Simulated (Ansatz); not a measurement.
Zr: pressure against volume per atom

Periodic Kohn-Sham DFT of a crystal at fixed atoms; pressure and stress are positive in compression; the energy is the free energy less that of spherical unpolarised free atoms; site moments are those in the method's own spheres, positive along +z. The results are calculated, by Ansatz 0.2.0.

Cell of the first row (space group P6_3/mmc, No. 194):
```
cell vectors (Å)
   3.1660     0.0000     0.0000
  -1.5830     2.7419     0.0000
   0.0000     0.0000     5.0419
atoms (fractions of the cell vectors)
Zr  0.33333  0.66667  0.25000
Zr  0.66667  0.33333  0.75000
```

Settings of every row: method frozen-core PAW; functional LDA; relativity scalar; k mesh 13x13x7; filling fermi-dirac; smearing width 0.03 eV; wave cutoff 420 eV; paw set soft_2.

Atom start moment: 0 on all atoms.

Limits: PAW files made with PBE.

| row | volume per atom (Å³) | pressure (GPa) |
| --- | --- | --- |
| 1 | 21.884 | -0.381 |
| 2 | 22.35 | -2.468 |
| 3 | 22.815 | -4.371 |
| 4 | 23.048 | -5.26 |
| 5 | 23.281 | -6.11 |
| 6 | 23.514 | ? |
| 7 | 23.746 | -7.702 |
| 8 | 24.212 | -9.158 |
| 9 | 24.678 | -10.487 |

Question: what pressure should row 6 give?

Worked fit of pressure. Take u = (V_r/V)^(2/3) − 1 with V_r = 23.164 Å³ an atom, which is twice the finite (Eulerian) strain; such expansions in the strain, on which the Birch-Murnaghan equation of state is built, carry the rest volume and the bulk modulus. The shown rows have u = 0.03862, 0.02414, 0.01017, 0.00335, -0.00335, -0.01641, -0.02907, -0.04133. Least squares give pressure = −5.6892 + 127.094 × u + 266.86 × u² GPa; a straight line predicts inner rows, each left out in turn, worse (root mean square 0.14 against 0.0021 GPa). The rows lie off it by 0.002, -0.002, -0.002, 0.000, 0.002, 0.001, 0.000, -0.001. The withheld row has u = -0.00995, so the fit gives −5.6892 + 127.094 × (-0.00995) + 266.86 × (-0.00995)² = -6.927 GPa.

The calculation gave -6.923 GPa. The fit lies 0.004 GPa (0.04 % of the column's range) below it; its largest miss of a shown row is 0.002 GPa.
